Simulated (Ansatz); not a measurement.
Ligand exchange: how K changes with temperature for GeH4 + C3H6S ⇌ GeH3(SH) + C3H6

Species: GeH4 (germane) `[GeH4]`, singlet; C3H6S (allyl mercaptan) `C=CCS`, singlet; GeH3(SH), singlet; C3H6 (propene) `C=CC`, singlet. The partners trade H for SH: Ge–H and C–SH bonds give way to Ge–SH and C–H.

The electronic reaction energy at CCSD(T)/def2-TZVPP is -95.4 kJ/mol. Shapes: PBE0-D4/def2-TZVP. Flexible molecules stand in one conformer, not always the lowest. Programs: Ansatz 0.2.0. Enthalpy and entropy come from rigid-rotor, harmonic-oscillator sums on unscaled PBE0-D4/def2-TZVP wavenumbers, ideal gases at 1 bar; R ln 2 is added for the mirror twin of the chiral shape of C3H6S. Symmetry numbers: GeH4 12, C3H6S 1, GeH3(SH) 1, C3H6 1. R = 8.3145 J/(mol K).

```
T (K)  ΔH (kJ/mol)  ΔS (J/(mol K))
  700        -89.2           +19.2
 1000        -89.9           +18.3
 1300            ?               ?
```

**Question.** Work out ln K at 700 and 1000 K, and from these estimate it at 1300 K.

**Answer.** 
1. 700 K: ΔG = -89.2 − 700 × (+19.2)/1000 = -102.6 kJ/mol; ln K = −ΔG/RT = +17.63.
2. 1000 K: ΔG = -89.9 − 1000 × (+18.3)/1000 = -108.2 kJ/mol; ln K = −ΔG/RT = +13.01.
3. Slope against 1000/T: (+13.01 − (+17.63))/(1.0000 − 1.4286) = +10.78, that is −ΔH/R with ΔH near -90 kJ/mol.
4. 1300 K: ln K = +17.63 + (+10.78) × (0.7692 − 1.4286) = +10.52.

The full sums give ΔH = -90.6 kJ/mol, ΔS = +17.7 J/(mol K), ΔG = -113.6 kJ/mol and ln K = +10.51 at 1300 K, so the line is off by +0.01 in ln K; without rounding the miss is +0.02, from the change of ΔH with temperature. The products are favoured over this whole range. An error of 10 kJ/mol in the energy moves ln K by 0.9 at 1300 K. Soft modes are treated as harmonic, which can err either way at these temperatures; the lowest are those of C3H6S (105 cm⁻¹), GeH3(SH) (158 cm⁻¹), C3H6 (208 cm⁻¹). Other conformers aren't counted. Relativity is left out for Ge. Outer-core shells of Ge are correlated, in sets that cover them unevenly.

The exchange is driven by enthalpy: sulfur moves from carbon to the more electropositive germanium, while hydrogen gains a strong C–H bond in place of a weaker Ge–H bond. The polarity of the Ge–S bond probably adds to the preference. Allylic weakening is unlikely to be the main cause, since it affects both the C–S bond broken and the C–H bond formed.

Because the reaction is exothermic, ln K falls on heating, even as ΔG becomes more negative; the two are compatible because ln K depends on ΔG divided by T. The small positive entropy also favours the products, and much of it comes from the loss of germane's high rotational symmetry rather than from any gain in the number of molecules. With two molecules on each side, the heat capacities nearly cancel, which keeps the van 't Hoff plot almost straight. These values describe the exchange equilibrium alone, and don't show that it would be reached before germane decomposes.
